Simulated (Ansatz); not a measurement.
Ligand exchange: C2H6OSn + CH5BO2 → CH4O2Sn + C2H7BO

Species: C2H6OSn `C[O][Sn][CH3]`, singlet; CH5BO2 `COBO`, singlet; CH4O2Sn `C[O][Sn][OH]`, singlet; C2H7BO `CBOC`, singlet. The partners trade CH3 for OH: Sn–CH3 and B–OH bonds give way to Sn–OH and B–CH3.

Shapes, held fixed at every level: PBE0-D4/def2-TZVP. Flexible molecules stand in one conformer, not always the lowest. Programs: Ansatz 0.2.0. The zero-point and thermal change to 298 K, harmonic and unscaled (PBE0-D4/def2-TZVP), is -1.8 kJ/mol.

```tsv
level	kind	ΔH(298 K) (kJ/mol)	less CCSD(T)/def2-TZVPP	CPU time (sum over the molecules)
HF/def2-TZVPP	Hartree–Fock	+30.5	+4.0	–
PBE-D4/def2-TZVPP	GGA	+17.2	-9.3	24 s
B3LYP-D4/def2-TZVPP	global hybrid	+20.0	-6.5	41 s
PBE0-D4/def2-TZVPP	global hybrid	+23.4	-3.1	27 s
r2SCAN0-D4/def2-TZVPP	global hybrid	+24.3	-2.2	49 s
CCSD(T)/def2-SVP	coupled cluster or CI	+40.5	+14.0	47 s
CCSD/def2-SVP	coupled cluster or CI	+41.2	+14.7	–
CCSD(T)/def2-TZVPP	coupled cluster or CI	+26.5	0.0	6.5 min
```

The highest level, CCSD(T)/def2-TZVPP, gives ΔH(298 K) = +26.5 kJ/mol; the levels span +17.2 to +41.2. The column of differences is taken from that level and isn't an error. No measured value is set beside it here. For atoms past krypton def2 sets carry core potentials with scalar relativity. Outer-core shells of Sn are correlated in most correlated rows, in sets that cover them unevenly. Times are processor times on shared x86 and Arm servers, and rough.

Every level makes the exchange endothermic, so hydroxide prefers boron and methyl prefers tin(II) in this pair. Tin–oxygen bonds are themselves strong and polar, so what counts is how much each centre gains on replacing carbon with oxygen. Boron probably gains more because the oxygen lone pair donates into its compact, empty 2p orbital. Tin(II) also has an empty p orbital, but it is more diffuse and overlaps less well with oxygen. The methoxy group retained on each centre already supplies some of this donation, which should temper the preference.

The size of the enthalpy depends more on the basis than on the triples. CCSD(T) falls from +40.5 to +26.5 kJ/mol with the larger set, whereas CCSD and CCSD(T) nearly agree in the small one. The small set probably describes the polarised oxygen unevenly in its two environments, though uneven recovery of tin outer-core correlation may contribute. With so large a shift, the close agreement of r2SCAN0-D4 with the highest level doesn't establish its accuracy.
